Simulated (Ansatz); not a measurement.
# A series in volume scale on TiB₂

Free energy against uniform scaling of the volume at fixed shape and fractions; periodic cell, basis, potentials, k mesh and filling as listed. The results are calculated, by Ansatz 0.2.0.

The cell before it is scaled or strained (space group P6/mmm, No. 191):
```
cell vectors (Å)
   3.0292     0.0000     0.0000
  -1.5146     2.6234     0.0000
   0.0000     0.0000     3.2284
atoms (fractions of the cell vectors)
Ti  0.00000  0.00000  0.00000
B   0.33333  0.66667  0.50000
B   0.66667  0.33333  0.50000
```

Settings of every row: functional PBE; dispersion none; potentials PAW; wave cutoff 500 eV; density cutoff 2000 eV; k mesh 11x11x9; k shift 0x0x0; occupations fermi dirac; smearing width 0.1 eV; spin none.

Limits: coarse k mesh, up to 40 meV an atom off.

```
row  volume scale  V (Å³/atom)  energy above lowest point (meV/atom)
  1          0.88        7.526                                 122.3
  2          0.92        7.868                                  51.1
  3          0.96         8.21                                  12.2
  4             1        8.552                                     0
  5          1.04        8.894                                     ?
  6          1.08        9.236                                  37.5
  7          1.12        9.578                                  80.1
```

Question: what energy above lowest point should row 5 give?

Worked fit of energy above lowest point. Take u = (V_r/V)^(2/3) − 1 with V_r = 8.381 Å³ an atom, which is twice the finite (Eulerian) strain; such expansions in the strain, on which the Birch-Murnaghan equation of state is built, carry the rest volume and the bulk modulus. The shown rows have u = 0.07437, 0.04301, 0.01384, -0.01338, -0.06271, -0.08516. Least squares give energy above lowest point = 3.11 + 441.5 × u + 15703 × u² − 1179 × u³ meV/atom; a parabola predicts inner rows, each left out in turn, worse (root mean square 0.18 against 0.074 meV/atom). All shown rows lie on it to the printed digit. Its lowest point lies at u = -0.0140, or V = 8.561 Å³ an atom, and the curvature there gives the bulk modulus at fixed shape and fractions, B = (4/9)(1 + u)² E″(u)/V = 255 GPa. Letting shape and atoms relax would as a rule lower it, by much in layered, chain or molecular crystals. The withheld row has u = -0.03883, so the fit gives 3.11 + 441.5 × (-0.03883) + 15703 × (-0.03883)² − 1179 × (-0.03883)³ = 9.7 meV/atom.

The calculation gave 9.7 meV/atom. The fit meets it to the printed digit.
